**Spin as a spectator: how far the U(5) ⊃ SO(5) labels of the 4d³ shell of Mo³⁺ hold**

The algebra of unit tensors is exact on the space on which it is built. My subject is the choice of that space: the $2l+1$ orbital states alone, with the spin looking on.

**The result and the step that matters**

With Condon–Shortley phases, define for one electron

$$\langle lm|u^{(k)}_q|lm'\rangle=(-1)^{l-m}\begin{pmatrix}l&k&l\\-m&q&m'\end{pmatrix},\qquad k=0,\dots,2l .$$

In a product of two such operators, insert the complete set $|lm''\rangle$ and recouple:

$$u^{(k_1)}_{q_1}u^{(k_2)}_{q_2}=\sum_{k_3}(-1)^{k_3}\sqrt{2k_3+1}\,\langle k_1q_1k_2q_2|k_3q_3\rangle\begin{Bmatrix}k_1&k_2&k_3\\l&l&l\end{Bmatrix}u^{(k_3)}_{q_3},$$

with $q_3=q_1+q_2$. Reversing the order multiplies the Clebsch–Gordan coefficient by $(-1)^{k_1+k_2-k_3}$, so the commutator is the same sum with the extra factor $1-(-1)^{k_1+k_2+k_3}$. The shell operators $U^{(k)}=\sum_i u^{(k)}(i)$ obey the same relation, because operators of different electrons commute. Only odd $k_1+k_2+k_3$ survives. For $l=2$ all ranks give the 25 generators of U(5). Rank 0 would need $k_1=k_2$, where the factor vanishes, so ranks 1 to 4 close on the 24 of SU(5). Two odd ranks give an odd rank, so ranks 1 and 3 close on the $l(2l+1)=10$ of SO(5). Two rank-1 tensors give rank 1 only, which is SO(3).

The assumption enters at the insertion. The set $|lm''\rangle$ is complete only for operators that are the identity on spin. Then every $U^{(k)}$ commutes with $\mathbf S$, and the Pauli principle ties the U(5) pattern to the spin: in d³, $[111]$ for quartets and $[21]$ for doublets. These patterns label the levels of the ion only if its Hamiltonian leaves the spin alone too.

**Dropping it: the algebra**

Take products $\sigma\otimes x$ of a spin and an orbital operator:

$$[\sigma\otimes x,\tau\otimes y]=\tfrac12\{\sigma,\tau\}\otimes[x,y]+\tfrac12[\sigma,\tau]\otimes\{x,y\}.$$

The second term is new. It brings the orbital anticommutator, that is the terms with even $k_1+k_2+k_3$ that cancelled before. For double tensors of spin rank $\kappa=0,1$ and orbital rank $k$, the factor becomes $1-(-1)^{\sum\kappa+\sum k}$, and the algebra grows to the 100 generators of U(10). The spin–orbit term $H_{so}=\zeta\sum_i\mathbf l_i\cdot\mathbf s_i$, with angular momenta in units of $\hbar$, has ranks $(\kappa k)=(11)$. It lies outside U(5) and does not commute with the SO(5) generators. From $[l_\pm,u^{(3)}_0]=\sqrt{12}\,u^{(3)}_{\pm1}$,

$$[u^{(3)}_0,\mathbf l\cdot\mathbf s]=-\sqrt3\,\big(u^{(3)}_{1}s_-+u^{(3)}_{-1}s_+\big).$$

*Question: Does any smaller group survive in U(10)?*

Tensors with odd $\kappa+k$ close among themselves by the same parity argument. There are $10+3(1+5+9)=55$, the generators of Sp(10). But $H_{so}$ has even $\kappa+k$, so it is no generator of that group either. Of the angular momenta only $\mathbf J$ is conserved.

**A gauge for the label**

Use the SO(5) Casimir operator $G=\sum_{k=1,3}(2k+1)\,U^{(k)}\!\cdot U^{(k)}$, with $U\cdot U=\sum_q(-1)^qU_qU_{-q}$. One electron has $u^{(k)}\!\cdot u^{(k)}=1/5$ and contributes $10/5=2$. For a pair, $\sum_{k\,\text{odd}}(2k+1)\,u^{(k)}(1)\cdot u^{(k)}(2)=\tfrac12(P-K)$, where $P$ exchanges the orbital states and $K$ is five times the projector on $L_{12}=0$. Each pair occurs twice, so in d³

$$G=6+\sum_{\text{pairs}}(P-K).$$

$K$ annihilates any state with $M_L\ge3$, since the third electron has $m\le2$, and hence every term with $L\ge3$. The sum of the $P$ is $-3$ for quartets and $0$ for doublets. Hence $G=3$ for ⁴F, label (11), and $G=6$ for ²G and ²H, label (21).

**The first correction**

The model is the free ion, the single configuration 4d³, Coulomb repulsion plus $H_{so}$. I take the level ⁴F$_{9/2}$. Four determinants have $M_J=9/2$:

$$a=|2^+1^+0^+|,\quad b=|2^+2^-0^+|,\quad c=|2^+1^+1^-|,\quad d=|2^+2^-1^-| .$$

From $\mathbf l\cdot\mathbf s=l_zs_z+\tfrac12(l_+s_-+l_-s_+)$,

$$H_{so}=\zeta\begin{pmatrix}3/2&1&\sqrt6/2&0\\1&0&0&\sqrt6/2\\\sqrt6/2&0&1&1\\0&\sqrt6/2&1&-1/2\end{pmatrix}.$$

Here $a$ is ⁴F$_{9/2}$ and $d$ belongs to ²H. Applying $L_-$ to the ²H state $|2^+2^-1^+|$ gives the normalised ²H state $(\sqrt6\,b-2c)/\sqrt{10}$. The orthogonal combination $\gamma=(2b+\sqrt6\,c)/\sqrt{10}$ is ²G$_{9/2}$. Then

$$\langle\gamma|H_{so}|a\rangle=\sqrt{5/2}\,\zeta,\qquad\langle\gamma|H_{so}|\gamma\rangle=\tfrac35\zeta,$$

and $a$ has no element to either ²H state, as $|\Delta L|\le1$ requires.

For the gaps, use the Slater parameters $F_2=F^2/49$ and $F_4=F^4/441$, and omit the common $3F^0$. The single determinants give ⁴F $=-15F_2-72F_4$ and ²H $=-6F_2-12F_4$. The diagonal energies of $b$ and $c$ add to $-17F_2+F_4$, which leaves ²G $=-11F_2+13F_4$. With Racah's $B=F_2-5F_4$ and $C=35F_4$, ²G lies $\Delta=4B+3C$ above ⁴F, and ²H lies $9B+3C$ above.

The level becomes $a-\sqrt{5/2}\,(\zeta/\Delta)\,\gamma$ to first order in $\zeta/\Delta$. The weight $w$ of the foreign label, the energy shift and the Casimir value are

$$w=\frac52\Big(\frac\zeta\Delta\Big)^2,\qquad\delta E=-\frac52\frac{\zeta^2}{\Delta},\qquad\langle G\rangle=3+3w .$$

The same $w$ measures the loss of both labels, $[111]\to[21]$ in U(5) and $(11)\to(21)$ in SO(5).

**Size in Mo³⁺**

As inputs I take approximate values typical of the free ion: $\zeta/hc=8.0\times10^{4}$ m⁻¹, $B/hc=6.0\times10^{4}$ m⁻¹, $C/hc=2.6\times10^{5}$ m⁻¹. Then $\Delta/hc=1.02\times10^{6}$ m⁻¹, ²H lies at $1.32\times10^{6}$ m⁻¹, and $\zeta/\Delta=0.078$. This gives $w=0.015$, $\langle G\rangle=3.05$, and $\delta E/hc=-1.6\times10^{4}$ m⁻¹, or $\delta E=-3.1\times10^{-21}$ J. The first-order spin–orbit energy of the level is $3\zeta/2$, so $|\delta E|$ is the fraction $\tfrac53\zeta/\Delta=0.13$ of it. The label is thus pure to better than two parts in a hundred, while the fine-structure energy moves by about one part in eight. The weight is quadratic in $\zeta/\Delta$, and that fraction is linear.

*Question: Is the leading order enough?*

For one figure. The diagonal elements narrow the gap to $\Delta+\tfrac35\zeta-\tfrac32\zeta=\Delta-\tfrac9{10}\zeta$, so

$$w=\frac52\Big(\frac\zeta\Delta\Big)^2\Big(1+\frac{9\zeta}{5\Delta}+\dots\Big).$$

The new term is 0.14 in relative size and raises $w$ to 0.018. The ²H admixture has an amplitude of order $\zeta^2$ and enters $w$ only at $\zeta^4$. Diagonalising the full $4\times4$ matrix, Coulomb part included, gives a doublet weight of 0.018 and a shift of $-1.7\times10^{4}$ m⁻¹. The inputs limit us as much: since $w\propto(\zeta/\Delta)^2$, any relative uncertainty in $\zeta/\Delta$ is doubled in $w$.

*Question: Can one see $w$ other than through energies?*

In the weak-field Zeeman effect. $L_z+2S_z$ does not connect different terms, so the Landé factor is the weighted mean. With $g_s=2$ it is $4/3$ for ⁴F$_{9/2}$, $10/9$ for ²G$_{9/2}$ and $10/11$ for ²H$_{9/2}$. At leading order $\delta g=-\tfrac29w=-0.0034$, and the diagonalised level gives $-0.0040$. The anomalous moment must be kept beside this: with $g_s\approx2.0023$ the ⁴F$_{9/2}$ value rises by $(g_s-2)/3=0.0008$, about a fifth of the effect and of opposite sign.

*Question: Doesn't the Coulomb repulsion spoil SO(5) first?*

As a symmetry, yes. ²G and ²H both belong to (21), yet they lie $5B$ apart, so the repulsion is no SO(5) scalar. But it conserves $S$ and $L$, and a term that occurs once in the shell has nothing to mix with. For ⁴F, ²G and ²H the labels therefore stay sharp until spin–orbit coupling acts. The two ²D terms, (10) and (21), are different: the repulsion mixes them with no help from $\zeta$, and only their common pattern $[21]$ is safe.

*Question: Why not the ground level?*

⁴F$_{3/2}$ couples at first order only to the two ²D$_{3/2}$ levels, since ⁴P and ²P differ from it by $|\Delta L|=2$. The weight again scales as $\zeta^2$ over a squared Coulomb gap, but the partners are the mixed pair just mentioned, so two effects are entangled. In $J=9/2$ the spin assumption is tested alone. The coefficient $5/2$ belongs to that level and does not carry over.

*Question: And Mo³⁺ on an octahedral site in an oxide?*

A one-electron crystal field of cubic symmetry acts within the shell, up to a constant, as a combination of $U^{(4)}_q$. These are generators of U(5) but not of SO(5). The field therefore mixes $L$ and may mix SO(5) labels, yet it commutes with the Casimir operators of U(5) and with $\mathbf S$. The patterns $[111]$ and $[21]$ survive, and spin–orbit coupling is still what breaks them, with gaps and matrix elements that must be recomputed for the crystal-field terms.